The trimethylgermyl anion is a pyramid: germanium at the apex carries three methyl groups and, in the usual bonding picture, a lone pair. The lone pair is taken here to be the highest occupied orbital (HOMO); the lowest empty orbital is the LUMO. The calculations keep the geometry fixed and replace a growing share of PBE exchange by exact exchange.

Ansatz 0.2.0, restricted Kohn–Sham calculations with the def2-TZVPD basis for the isolated trimethylgermyl anion, C3H9Ge (charge −1 e, spin multiplicity 1), at a fixed B3LYP-D4/def2-SVPD geometry. The functional is PBE with the listed percentage of its exchange replaced by exact exchange.

```
exact exchange (%)  homo (eV)  lumo (eV)  homo lumo gap (eV)
                 0      0.836      3.459               2.623
                 5      0.678      3.576               2.898
                10      0.518      3.691               3.173
                15      0.356      3.806               3.450
                25      0.024      4.030               4.006
                35     -0.316      4.249               4.565
                50     -0.840      4.567               5.407
```

Question 1. Which of the two levels does more to widen the gap?

Answer. The HOMO does. Between 0 and 50 % exact exchange the gap widens by 2.784 eV, to about twice its first value. The fall of the HOMO supplies 1.676 eV of this, or 60 %, and the rise of the LUMO supplies the rest. Each level keeps its own direction throughout: the HOMO falls and the LUMO rises at every step.

Question 2. Why does the HOMO fall?

Answer. The electrostatic repulsion in a density functional is computed from the whole electron density, so each electron also repels itself. Exact exchange cancels this false repulsion completely for an occupied orbital, whereas PBE exchange cancels it only in part. What is left over pushes the level up. Each added share of exact exchange removes some of the remainder, and the level sinks.

Remark on the reasoning. This explanation can be held against other orbitals of the same runs. The tighter an orbital, the stronger its self-repulsion, and the more an imperfect cancellation should cost. From 0 to 10 % exact exchange the HOMO sinks by 0.32 eV, the highest germanium 3d level by 1.5 eV and the germanium 1s level by 22 eV. The order fits the argument but does not prove it, because exchange with the other electrons changes at the same time.

Question 3. Why does the LUMO rise instead of falling too?

Answer. An empty orbital holds no electron, so it has no self-repulsion to be cancelled. PBE exchange nevertheless acts as an attractive potential on every orbital, whether filled or empty. Exact exchange attracts an empty orbital only through its overlap with the occupied ones, which is usually a weaker effect. Replacing the first kind by the second therefore takes attraction away, and the level goes up.

Question 4. Should the levels follow straight lines? What would a straight line through the rows at 0 and 50 % give for the HOMO at 25 %?

Answer. Let a be the share of exact exchange as a fraction. The exchange potential is then a mixture:

v(a) = (1 − a) v(PBE) + a v(exact)

If the orbitals did not change with a, the energy ε of a level would change only through this mixture:

ε(a) = ε(0) + a × D

Here D is the average of v(exact) − v(PBE) over the orbital, a fixed number. The level would follow a straight line, and its value at 25 % would lie midway between those at 0 and 50 %:

ε(25 %) = [0.836 + (−0.840)] / 2 = −0.002 eV

The calculation gives 0.024 eV. The miss of 0.026 eV is under 2 % of the HOMO's whole fall, so the straight line is a good first description.

Remark on the reasoning. The 25 % row was not used in the estimate, so the comparison is a real test of straightness. The small bend is nevertheless real on the scale of the printed digits: the HOMO falls a little faster at each step. Since fixed orbitals would give an exactly straight line, the bend must come from the orbitals adjusting to the changed potential. The runs at 0 and 25 % include a dispersion correction, but this shifts the total energy and leaves the orbital levels alone. The output after this text lists the slopes and the corresponding misses for the LUMO and the gap.

Question 5. The HOMO changes sign near 26 %. Does the anion become stable against losing its electron at that share?

Answer. That conclusion does not follow. Whether the electron is bound depends on a difference of total energies, that of the neutral radical less that of the anion. With the exact functional, the HOMO with its sign reversed would equal this difference. With PBE the leftover self-repulsion places the HOMO too high, so it can be positive even for an anion that is bound. The finite basis keeps the electron near the molecule in the calculation.

Remark on the reasoning. The same argument shows how a share could be chosen on physical grounds. One computes the neutral radical as well and looks for the share at which

−ε(HOMO) = E(neutral) − E(anion)

with both energies E taken at the same geometry and with the same functional. This is tuning in the spirit of Koopmans' theorem. A HOMO of zero is a different condition: it marks roughly where the calculation would hold the whole electron without help from the finite basis, not where the real anion becomes bound.

Question 6. What would happen to the gap if ever more diffuse functions were added to the basis?

Answer. It should shrink. The LUMO lies above 3 eV in every row, and a second extra electron at such an energy would not stay on an anion. Its true state is a wave that spreads through all space, at an energy that can come as close to zero as one likes. The basis squeezes this wave into the neighbourhood of the molecule, which raises its energy. With more diffuse functions the LUMO should sink towards zero, and at 50 % little more than the depth of the HOMO, 0.84 eV, would remain of the 5.407 eV gap. In the rows with a positive HOMO, that level too is held up by the finite basis and could sink towards zero, so the gap there could nearly vanish.

Remark on the reasoning. This limit is argued from theory, since the table holds a single basis. It warns against reading the gap as the energy of a light absorption or as a property of the isolated anion. The rise explained in Question 3 therefore belongs to an empty orbital that the basis holds close to the molecule.

Question 7. Which digits can be trusted?

Answer. That depends on the use. For comparing rows, the third decimal is useful, because everything that affects the levels, except the exchange share, is kept the same; without it the HOMO would seem to fall by the same amount in each 5 % step up to 15 %, whereas the fall in fact grows slowly. As a statement about the real anion, even the first decimal of the HOMO is open. One percent more exact exchange lowers the level by about 0.03 eV, and reasonable choices of the share differ by many percent.

Output of the analysis:

```
Slope from the row before in meV per percent of exact exchange:
  row    HOMO  LUMO    gap
    5   -31.6  23.4     55
   10     -32    23     55
   15   -32.4    23   55.4
   25   -33.2  22.4   55.6
   35     -34  21.9   55.9
   50  -34.93  21.2  56.13
HOMO change from 0 to 50 percent in eV: -1.676
LUMO change from 0 to 50 percent in eV: 1.108
gap change from 0 to 50 percent in eV: 2.784
part of the gap widening due to the HOMO in percent: 60.2
gap at 50 percent over gap at 0 percent: 2.061
mean HOMO slope over the whole range in meV per percent: -33.52
number of rows with HOMO above zero: 5
share where the HOMO crosses zero by linear interpolation in percent: 25.71
straight-line HOMO at 25 percent in eV: -0.002
computed less straight-line HOMO at 25 percent in eV: 0.026
computed less straight-line LUMO at 25 percent in eV: 0.017
computed less straight-line gap at 25 percent in eV: -0.009
HOMO shift from 0 to 10 percent in eV: -0.318
shift of the next lower occupied level from 0 to 10 percent in eV: -0.4508
shift of the highest Ge 3d level from 0 to 10 percent in eV: -1.504
shift of the highest C 1s level from 0 to 10 percent in eV: -3.671
shift of the Ge 1s level from 0 to 10 percent in eV: -22.15
LUMO shift from 0 to 10 percent in eV: 0.232
shift of the second empty level from 0 to 10 percent in eV: 0.2217
```
